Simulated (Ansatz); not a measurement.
# A series in volume per atom on Ir

Results calculated with Ansatz 0.2.0 development build, not measured. Equation of state of a cubic crystal from periodic Kohn-Sham density functional theory without spin; pressure corrected for the finite basis.

Cell of the first row (space group Fm-3m, No. 225):
```
Ir
1.0
      0.0000     1.8832     1.8832
      1.8832     0.0000     1.8832
      1.8832     1.8832     0.0000
Ir
1
Direct
  0.00000 0.00000 0.00000
```

Settings of every row: formula Ir; structure type fcc; functional r2SCAN; spin treatment none; k mesh 15x15x15; occupation method fermi-dirac; occupation width 0.1 eV; wave cutoff 500 eV; datasets soft-1 PAW; density cutoff ratio 4.

Limits: modest k-mesh, values are not fully converged in k; no spin-orbit coupling, which can matter with elements this heavy.

```
row  volume per atom (Å³)  pressure (GPa)  energy above lowest point (meV/atom)
  1                13.357           27.46                                 68.89
  2                13.792          12.243                                 15.55
  3                14.228          -0.409                                     0
  4                14.663               ?                                     ?
  5                15.099         -19.609                                 57.69
```

Question: what pressure and energy above lowest point should row 4 give?

Worked fit of pressure. Take u = (V_r/V)^(2/3) − 1 with V_r = 14.01 Å³ an atom, which is twice the finite (Eulerian) strain; such expansions in the strain, on which the Birch-Murnaghan equation of state is built, carry the rest volume and the bulk modulus. The shown rows have u = 0.03233, 0.01051, -0.01024, -0.04868. Least squares give pressure = 5.6303 + 612.375 × u + 1931.22 × u² GPa; a straight line predicts inner rows, each left out in turn, worse (root mean square 2 against 0.074 GPa). The rows lie off it by 0.013, -0.037, 0.029, -0.005 (root mean square 0.025 GPa). The pressure vanishes at u = -0.0095, or V = 14.21 Å³ an atom, and there the bulk modulus at fixed shape and fractions is B = −V dP/dV = (2/3)(1 + u) dP/du = 380 GPa. The withheld row has u = -0.02991, so the fit gives 5.6303 + 612.375 × (-0.02991) + 1931.22 × (-0.02991)² = -10.958 GPa.

The calculation gave -10.912 GPa. The fit lies 0.046 GPa (0.098 % of the column's range) below it; its largest miss of a shown row is 0.037 GPa.

Worked fit of energy above lowest point. Take u = (V_r/V)^(2/3) − 1 with V_r = 14.01 Å³ an atom, which is twice the finite (Eulerian) strain; such expansions in the strain, on which the Birch-Murnaghan equation of state is built, carry the rest volume and the bulk modulus. The shown rows have u = 0.03233, 0.01051, -0.01024, -0.04868. Least squares give energy above lowest point = 3.546 + 768.02 × u + 38645.6 × u² meV/atom; a straight line predicts inner rows, each left out in turn, worse (root mean square 40 against 0.68 meV/atom). The rows lie off it by 0.12, -0.34, 0.27, -0.05 (root mean square 0.23 meV/atom). Its lowest point lies at u = -0.0099, or V = 14.22 Å³ an atom, and the curvature there gives the bulk modulus at fixed shape and fractions, B = (4/9)(1 + u)² E″(u)/V = 379 GPa. The withheld row has u = -0.02991, so the fit gives 3.546 + 768.02 × (-0.02991) + 38645.6 × (-0.02991)² = 15.15 meV/atom.

The calculation gave 15.84 meV/atom. The fit lies 0.69 meV/atom (4.4 % of the value, 1 % of the column's range) below it; its largest miss of a shown row is 0.34 meV/atom.
